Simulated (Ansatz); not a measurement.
**Abstraction of Br: CHBrF2 + CH2I → CHF2 + CH2BrI**

Species: CHBrF2 (bromodifluoromethane) `FC(F)Br`, singlet; CH2I `[CH2]I`, doublet; CHF2 (difluoromethyl radical) `F[CH]F`, doublet; CH2BrI (bromoiodomethane) `BrCI`, singlet. A radical takes Br: the energy is the difference in strength between two C–Br bonds in different surroundings.

Shapes, held fixed at every level: PBE0-D4/def2-TZVP. Programs: Ansatz 0.2.0. The zero-point and thermal change to 298 K, harmonic and unscaled (PBE0-D4/def2-TZVP), is +4.7 kJ/mol.

**Question.** Estimate ΔH(298 K) of this reaction.

**Answer.** The highest level, CCSD(T)/def2-TZVPP, gives ΔH(298 K) = +20.2 kJ/mol; the levels span +8.4 to +25.5. The column of differences is taken from that level and isn't an error. No measured value is set beside it here. Open shells run unrestricted unless RO is named. For atoms past krypton def2 sets carry core potentials with scalar relativity. Relativity is left out for Br unless named. Correlated rows may include outer-core shells of Br, I, which these sets cover unevenly.

```tsv
level	kind	ΔH(298 K) (kJ/mol)	less CCSD(T)/def2-TZVPP
HF/def2-SVP	Hartree–Fock	+17.5	-2.7
HF/def2-TZVPP	Hartree–Fock	+18.4	-1.8
SPW92/def2-TZVPP	LDA	+25.5	+5.3
PBE0-D4/def2-TZVPP	global hybrid	+18.9	-1.3
wB97M-V/def2-TZVPP	range-separated hybrid	+22.3	+2.1
MP2/def2-SVP	perturbation theory	+8.4	-11.8
CCSD(T)/def2-TZVPP	coupled cluster or CI	+20.2	0.0
```

Bromine transfer from CHBrF2 to CH2I is endothermic at every level, so the C–Br bond is stronger in CHBrF2 than in CH2BrI, by +20.2 kJ/mol at the coupled-cluster level. The difference probably has contributions from both sides. In CHBrF2, fluorine lone pairs can donate into the C–Br antibonding orbital, a geminal stabilisation lost when bromine leaves, while the CHF2 radical stays pyramidal and gains comparatively little from delocalisation. In CH2I, the unpaired electron interacts with the iodine lone pair, and bonding to bromine gives up that stabilisation and crowds two large halogens onto one carbon.

Because one C–Br bond replaces another, much of the correlation energy cancels, which explains why Hartree–Fock lies close to coupled cluster. MP2/def2-SVP breaks this pattern with +8.4 kJ/mol; the small basis may describe the correlation of the two bromides unevenly, but without MP2 in the larger basis, basis and method effects cannot be separated. The reaction enthalpy alone doesn't establish the abstraction barrier.
